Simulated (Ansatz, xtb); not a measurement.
C3H7FSn: which of two isomers lies lower

We compare I, `CC[CH2][Sn][F]`, a singlet, with II, `C[CH](C)[Sn][F]`, a singlet. Both are isolated molecules in the gas phase, relaxed with PBE0-D4/def2-SVP; the shapes shown needn't be the lowest conformers.

I (Å):

```xyz
12

C    -1.9644   -0.2988   -1.6905
C    -0.7625   -0.7219   -0.8573
C    -0.8941   -0.3234    0.6074
F    -2.0616    1.6534    2.5940
Sn   -0.9820    1.8544    0.9622
H    -2.8943   -0.7436   -1.3008
H    -2.1010    0.7987   -1.6780
H    -1.8661   -0.5974   -2.7453
H     0.1540   -0.2810   -1.2913
H    -0.6280   -1.8150   -0.9516
H    -0.0374   -0.6884    1.2057
H    -1.7974   -0.7532    1.0751
```

II (Å):

```tsv
atom	x (Å)	y (Å)	z (Å)
C	-0.6151	0.3849	1.1204
C	-0.1034	-0.6371	0.1110
C	1.2249	-0.2133	-0.5062
F	-1.3364	1.1254	-1.9279
Sn	-1.5972	-0.7885	-1.5247
H	-0.8076	1.3528	0.6289
H	0.1232	0.5642	1.9237
H	-1.5495	0.0660	1.6134
H	0.0005	-1.6261	0.5921
H	1.9953	-0.0450	0.2688
H	1.6326	-0.9684	-1.2003
H	1.1097	0.7299	-1.0653
```

Quicker runs give these differences E(II) − E(I): GFN2-xTB +3.46 kcal/mol; HF/STO-3G +2.97 kcal/mol (at GFN2-xTB geometries); r2SCAN-D4/def2-SVP +1.17 kcal/mol (at GFN2-xTB geometries).

Question: Estimate E(II) − E(I) at the level CCSD(T)/def2-SVP + ΔMP2/def2-TZVPP.

Answer: Too close to call at this level: CCSD(T)/def2-SVP + ΔMP2/def2-TZVPP gives E(II) − E(I) = +0.48 kcal/mol.

How the difference moves with the method:

```tsv
level	geometry	E(II) − E(I) (kcal/mol)	departure from the last row (kcal/mol)	job, with rough time for the two
GFN2-xTB	GFN2-xTB	+3.46	+2.98	optimisation, 0.25 s
HF/STO-3G	GFN2-xTB	+2.97	+2.50	single point, 1 s
r2SCAN-D4/def2-SVP	GFN2-xTB	+1.17	+0.69	single point, 4.7 s
PBE0-D4/def2-SVP	PBE0-D4/def2-SVP	+0.28	−0.20	optimisation, 90 s
HF/def2-SVP	PBE0-D4/def2-SVP	+1.67	+1.19	part of the CCSD(T) run
MP2/def2-SVP	PBE0-D4/def2-SVP	+0.02	−0.46	part of the CCSD(T) run
CCSD(T)/def2-SVP	PBE0-D4/def2-SVP	+0.12	−0.36	single point
CCSD(T)/def2-SVP + ΔMP2/def2-TZVPP	PBE0-D4/def2-SVP	+0.48		single point, 77 s
```

As drawn, both hold the same kinds of bond in the same numbers. Structure I has 1 methyl group, II 2.

The largest departure from CCSD(T)/def2-SVP + ΔMP2/def2-TZVPP is that of GFN2-xTB, 2.98 kcal/mol. The last row adds to CCSD(T) the change of the MP2 difference between the two basis sets, here +0.36 kcal/mol.

With thermal terms from frequencies at re-optimised GFN2-xTB minima (ideal gas, soft modes damped towards free rotors, one conformer each, 298.15 K, 1 atm): on the last row, ΔE + ΔZPE = +0.57, ΔH = +0.64, ΔG = +0.77 kcal/mol.

The correlated steps freeze 8 core orbitals; the filled d shell of Sn is correlated, in a basis made for valence electrons. Atoms past krypton carry core potentials in the def2 sets, other sets are all-electron and non-relativistic, and no spin–orbit term is included. Run with Ansatz 0.2.0, xtb 6.7.1; the last row on 2 threads of Arm Neoverse V1 on a shared host.

The n-propyl and isopropyl stannylenes are practically degenerate. Every level puts I lower, but the best difference, +0.48 kcal/mol, is little larger than the +0.36 kcal/mol basis-set correction within it, so the shared sign doesn't settle the order.

Electron correlation accounts for most of the narrowing: at the same geometries and in the same basis, the gap falls from +1.67 kcal/mol with HF to +0.12 kcal/mol with CCSD(T). This fits the known role of correlation in stabilising branched alkyl skeletons, where more carbon groups sit in close 1,3-contact. The usual preference for branching is probably offset here by the polarity of the Sn–C bond: tin is electropositive, and the partly negative carbon attached to it is better accommodated at a primary than a secondary position.

The thermal terms lean slightly further towards I, but not enough to imply a single dominant isomer at equilibrium. Nor does the comparison bear on persistence, since such unhindered stannylenes tend to aggregate through their vacant tin p orbital.
